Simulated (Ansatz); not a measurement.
# Ligand exchange: how K changes with temperature for H2O + C2H8Si ⇌ SiH4 + C2H6O

Gas-phase species: H2O (water) `O`, singlet; C2H8Si `CC[SiH3]`, singlet; SiH4 `[SiH4]`, singlet; C2H6O `CCO`, singlet. The partners trade OH for SiH3: H–OH and C–SiH3 bonds give way to H–SiH3 and C–OH.

The electronic reaction energy at CCSD(T)/CBS estimate is +77.4 kJ/mol. Shapes: PBE0-D4/def2-TZVP. Flexible molecules stand in one conformer, not always the lowest. Programs: Ansatz 0.2.0. Enthalpy and entropy come from rigid-rotor, harmonic-oscillator sums on unscaled PBE0-D4/def2-TZVP wavenumbers, ideal gases at 1 bar; R ln 2 is added for the mirror twin of the chiral shape of C2H6O. Symmetry numbers: H2O 2, C2H8Si 1, SiH4 12, C2H6O 1. R = 8.3145 J/(mol K).

| T (K) | ΔH (kJ/mol) | ΔS (J/(mol K)) |
| --- | --- | --- |
| 500 | +72.8 | -11.8 |
| 700 | +71.7 | -13.6 |
| 900 | ? | ? |

Problem. Work out ln K at 500 and 700 K, and from these estimate it at 900 K.

Solution. 
1. 500 K: ΔG = +72.8 − 500 × (-11.8)/1000 = +78.7 kJ/mol; ln K = −ΔG/RT = -18.93.
2. 700 K: ΔG = +71.7 − 700 × (-13.6)/1000 = +81.2 kJ/mol; ln K = −ΔG/RT = -13.95.
3. Slope against 1000/T: (-13.95 − (-18.93))/(1.4286 − 2.0000) = -8.72, that is −ΔH/R with ΔH near +73 kJ/mol.
4. 900 K: ln K = -18.93 + (-8.72) × (1.1111 − 2.0000) = -11.18.

The full sums give ΔH = +71.3 kJ/mol, ΔS = -14.1 J/(mol K), ΔG = +84.0 kJ/mol and ln K = -11.23 at 900 K, so the line is off by +0.05 in ln K; without rounding the miss is +0.03, from the change of ΔH with temperature. The reactants are favoured over this whole range. An error of 10 kJ/mol in the energy moves ln K by 1.3 at 900 K. Soft modes are treated as harmonic, which can err either way at these temperatures; the lowest are those of C2H8Si (142 cm⁻¹). Other conformers aren't counted. Other reactions of these species are left aside. The CBS estimate extrapolates MP2 from def2-TZVPP and def2-QZVPP and adds CCSD(T) − MP2 in the triple-zeta set, cores frozen.

The exchange is uphill because hydrogen gains much more than carbon does from being bound to oxygen rather than silicon. The very strong O–H bond of water is given up for a far weaker Si–H bond, and replacing C–Si with C–O recovers only part of that cost. Entropy offers little compensation, since two molecules become two. Its negative sign owes much to the high symmetry of silane, which lowers the rotational entropy of the products, while the mirror twin of ethanol offsets only part of this.

ΔG and ln K seem to tell opposite stories: ΔG climbs from +78.7 to +84.0 kJ/mol, yet K grows on heating. There is no conflict, because the temperature dependence of K follows the sign of ΔH, whereas that of ΔG follows ΔS. Heating therefore weakens the enthalpic penalty relative to RT but cannot by itself carry K past unity while ΔS stays negative. These equilibrium constants say nothing about how fast the exchange would occur.
